Which levels of an ion move when the fine-structure constant α or the size of the nucleus changes, and what fixes the sign? Both changes act mainly close to the nucleus, so the answer turns on how much s density a level has there and on how much of its energy is spin-orbit energy. A Dirac CI calculation for Cu⁴⁺ shows both.

Cu⁴⁺ levels from radial Dirac CI 1: Dirac-Coulomb-Breit CI, [Ne] core, exchange-only KLI orbitals for each configuration, valence Slater integrals scaled by 0.85, P86 correlation estimate, no QED, nuclear rms radius 3.882 fm. q and the field-shift factor are derivatives of the excitation energy above the lowest level by (α/α₀)² − 1 and by the mean square nuclear radius.

```csv
level configuration,level term,J,level excitation (cm⁻¹),level q alpha (cm⁻¹),level field shift factor (GHz/fm^2)
3s2 3p6 3d7,4F,7/2,1572.9,1618.2,0.008583
3s2 3p6 3d7,4F,5/2,2679.2,2651.6,0.01421
3s2 3p6 3d7,4F,3/2,3420.1,3304.9,0.01782
3s2 3p6 3d7,4P,5/2,19504.7,1000.8,0.03258
3s2 3p6 3d7,4P,3/2,19614.3,516.9,0.02776
3s2 3p6 3d7,4P,1/2,20541.9,1864.7,0.03643
3s2 3p6 3d7,2G,9/2,21080.4,711.7,0.02969
3s2 3p6 3d7,2G,7/2,22538.6,2243.1,0.03760
3s2 3p6 3d7,2P,3/2,24472.9,1531.2,0.02456
3s2 3p6 3d7,2P,1/2,25771.4,2869.1,0.02739
3s2 3p6 3d7,2D,5/2,27695.8,1267.4,0.03955
3s2 3p6 3d7,2H,11/2,29293.4,922.8,0.04843
3s2 3p6 3d7,2D,3/2,30096.3,4123.9,0.05151
3s2 3p6 3d7,2H,9/2,30655.1,2474.3,0.05632
3s2 3p6 3d7,2F,5/2,46652.9,1093.2,0.06635
3s2 3p6 3d7,2F,7/2,47220.7,1763.2,0.06980
3s2 3p6 3d7,2D,3/2,70726.7,1042.2,0.1170
3s2 3p6 3d7,2D,5/2,71622.2,2018.2,0.1212
3s2 3p6 3d6 4s,6D,9/2,191156.0,-8197.3,4.051
3s2 3p6 3d6 4s,6D,7/2,192188.8,-7144.8,4.056
3s2 3p6 3d6 4s,6D,5/2,192930.0,-6443.7,4.060
3s2 3p6 3d6 4s,6D,3/2,193435.9,-5978.5,4.062
3s2 3p6 3d6 4s,6D,1/2,193731.8,-5709.3,4.064
3s2 3p6 3d6 4s,4D,7/2,202934.0,-7609.2,3.794
3s2 3p6 3d6 4s,4D,5/2,204121.2,-6408.9,3.801
3s2 3p6 3d6 4s,4D,3/2,204877.2,-5723.6,3.804
3s2 3p6 3d6 4s,4D,1/2,205310.0,-5336.6,3.806
3s2 3p6 3d6 4s,4H,13/2,220634.3,-7867.9,4.050
3s2 3p6 3d6 4s,4H,11/2,221063.1,-7554.7,4.052
```

Here q is the slope of the excitation energy with x = (α/α₀)² − 1, and F, the field-shift factor, is its slope with the mean square nuclear radius. Both are taken relative to the lowest level, 3d⁷ ⁴F₉/₂.

The large step lies between configurations. Every 3d⁶4s level has negative q and an F at least 31 times that of any 3d⁷ level. The cause is standard. A 4s electron penetrates to the nucleus, so larger α binds it more tightly, while a larger nucleus weakens the attraction and lifts it. The 3d electron it replaces is loosened by relativity, being better screened by contracted s and p shells. A rough recalled ionisation energy of 80 eV, less the ⁶D₉/₂ excitation, gives an effective quantum number ν ≈ 2.5. The non-relativistic Fermi-Segrè formula then gives F ≈ 2 GHz/fm², and the relativistic scale, binding energy × (Zα)²/ν, is about 8 × 10³ cm⁻¹. These match in order of size only. The estimate of F leaves out the relativistic enhancement of s density and the unscreening of 3s when a 3d electron is removed, both of which raise F. The closeness of 8 × 10³ to the tabulated q is accidental: it is a scale, and q is shared between the 4s electron gained and the 3d electron lost. The configuration gap itself depends on the orbital potentials and the correlation estimate, QED is not included, and the estimate and the 0.85 scale were chosen on measured levels.

Within 3d⁷, q follows spin-orbit energy and not height. The electrostatic splittings between terms barely depend on α, whereas the 3d spin-orbit constant ζ goes as α². The ground level sits 1.5ζ below the centre of its term in first order, so the other levels scatter about q ≈ 1.5ζ. The (2J+1)-weighted centre of ⁴F has q = 1503 cm⁻¹, and the highest level, at 71,622 cm⁻¹, has only 2018.

Inside a term, an interval dE is a first-order part E₁ ∝ α² plus a second-order part E₂ ∝ α⁴ from mixing with other terms. Differentiating by x gives dq = E₁ + 2E₂, so 2dE − dq = E₁, which should obey the Landé rule: interval divided by the upper J value is a constant |A|. For ⁴F 9/2–7/2, (2 × 1572.9 − 1618.2)/4.5 = 339.5 cm⁻¹. For 5/2–3/2, dE = 3420.1 − 2679.2 = 740.9 and dq = 3304.9 − 2651.6 = 653.3, so (2 × 740.9 − 653.3)/2.5 = 331.4. The raw values dE/J are 349.5 and 296.4. Nothing is fitted here. The range relative to the mean falls from 17% to 2% in ⁴F and from 15–16% to about 5% in ⁶D and ⁴D. Angular algebra gives |A| = ζ/3, ζ/5 and 0.3ζ, hence ζ ≈ 1010, 1100 and 1100 cm⁻¹ from the mean intervals; the larger 3d⁶ value suits a less screened shell.

The irregular rows need the mixing explicitly. A d⁷ Hamiltonian with ζ, the Slater integrals F² and F⁴ and two effective spin-free operators standing in for configuration mixing was fitted by least squares to the 18 excitation energies (rms 182 cm⁻¹, ζ ≈ 990). By the Hellmann-Feynman theorem, q should equal E_so, the spin-orbit expectation value relative to the ground level, with nothing fitted to q. The rms deviation from the table is 197 cm⁻¹, against 571 for unmixed LS terms.

The ⁴P₃/₂ level lies 110 cm⁻¹ above ⁴P₅/₂, yet its q is 484 lower. The model gives it 13% ²P character: ²P₃/₂ pushes it down, the push counts twice, and q drops from 1817 in first order to 617, against 517 in the table. The lower ²D₃/₂ (two ²D terms share the label) is pushed up from below and gains, 2434 to 4417 against 4124, the largest q. These compositions belong to the model, not to the CI run, and an order resting on 110 cm⁻¹ is not secure. The general rule is that the lower partner of a same-J pair loses q and the upper one gains it. The reference level obeys it too: ⁴F₉/₂ is pushed down by ²G₉/₂, which adds to every q and is the main reason ⁴F₇/₂ rises from 1488 in first order to 1646 in the model.

E_so exceeds q in every row but ²P₃/₂. A least-squares fit q = a E_so + b E_el over the 18 rows, with E_el the remaining excitation energy, gives a = 0.97, b = −0.0036 and rms 105 cm⁻¹. The negative b is what an expanding 3d shell would give.

A 3d electron has almost no density at the nucleus, so F in 3d⁷ is indirect. The argued route is that a larger nucleus loosens the s shells, 3d is screened less and contracts, and both ζ and the Slater integrals grow, making F positive. With ζ ~ r⁻³ and Fᵏ ~ r⁻¹, the fit F = c E_so + d E_el should have c/d near 3. It gives 2.1 and is poor: it misses 40% of the ⁴F₇/₂ value, and both ²P rows lie about 0.015 GHz/fm² below it. The ⁴F₇/₂ row alone gives 0.008583/1572.9 = 5.5 × 10⁻⁶, or 3.6 times d = 1.51 × 10⁻⁶. Slopes of F against q inside a term, where the electrostatic part largely cancels, agree with it: (0.03760 − 0.02969)/(2243.1 − 711.7) = 5.2 × 10⁻⁶ for ²G and (0.05632 − 0.04843)/(2474.3 − 922.8) = 5.1 × 10⁻⁶ for ²H, but the two ²D terms give 4.2 and 4.3 × 10⁻⁶, ²P only 2.1 × 10⁻⁶, and the ⁴P 5/2–3/2 pair about 10 × 10⁻⁶. Leaving out the two P terms, c is roughly 4.2 to 5.5 × 10⁻⁶ and c/d 2.8 to 3.6 with this d, and the fitted 2.1 reflects offsets between terms, which also leave d uncertain. That ²P is disturbed by mixing with the 3s-hole or double 3p-hole configuration is an untested guess (a single 3p hole has the wrong parity to mix).

The last irregularity is ⁴D, whose centre has F lower than ⁶D by 0.257 GHz/fm² and q higher by 459 cm⁻¹. Exchange between 4s and the 3d⁶ spin S₁ lowers a term in proportion to 2S₁·s, which is +2 for ⁶D, −3 for ⁴D and +1 for ⁴H if its parent is ³H. The 11,654 cm⁻¹ gap of five units should widen as α pulls 4s in and narrow as a larger nucleus lets it out, as both signs show. For ⁴H, one unit gives −0.257/5 = −0.051, and d carried over from 3d⁷ times 26,256 cm⁻¹ of extra electrostatic energy gives +0.040. The sum, −0.012 relative to ⁶D, compares with −0.0055 for the mean of the two ⁴H rows, which were not fitted. These are the two lowest of four J levels, not a centre. Their mean q lies 607 cm⁻¹ below the ⁶D centre, although one exchange unit and b times the extra electrostatic energy nearly cancel, so the deficit is probably spin-orbit lowering; at about 5 × 10⁻⁶ per cm⁻¹ it would take a further 0.003 off the predicted F, and the test shows only that ⁴H belongs near ⁶D and not near ⁴D. The ratio dq/dF, in cm⁻¹ per GHz/fm², is about −1800 for this gap, −2100 between the ⁶D and ⁴F centres and −2400 for b/d, which hints at a common origin in the s shells. Term-dependent mixing with configurations such as 3d⁶4d could also lower F in ⁴D and has not been separated from exchange.
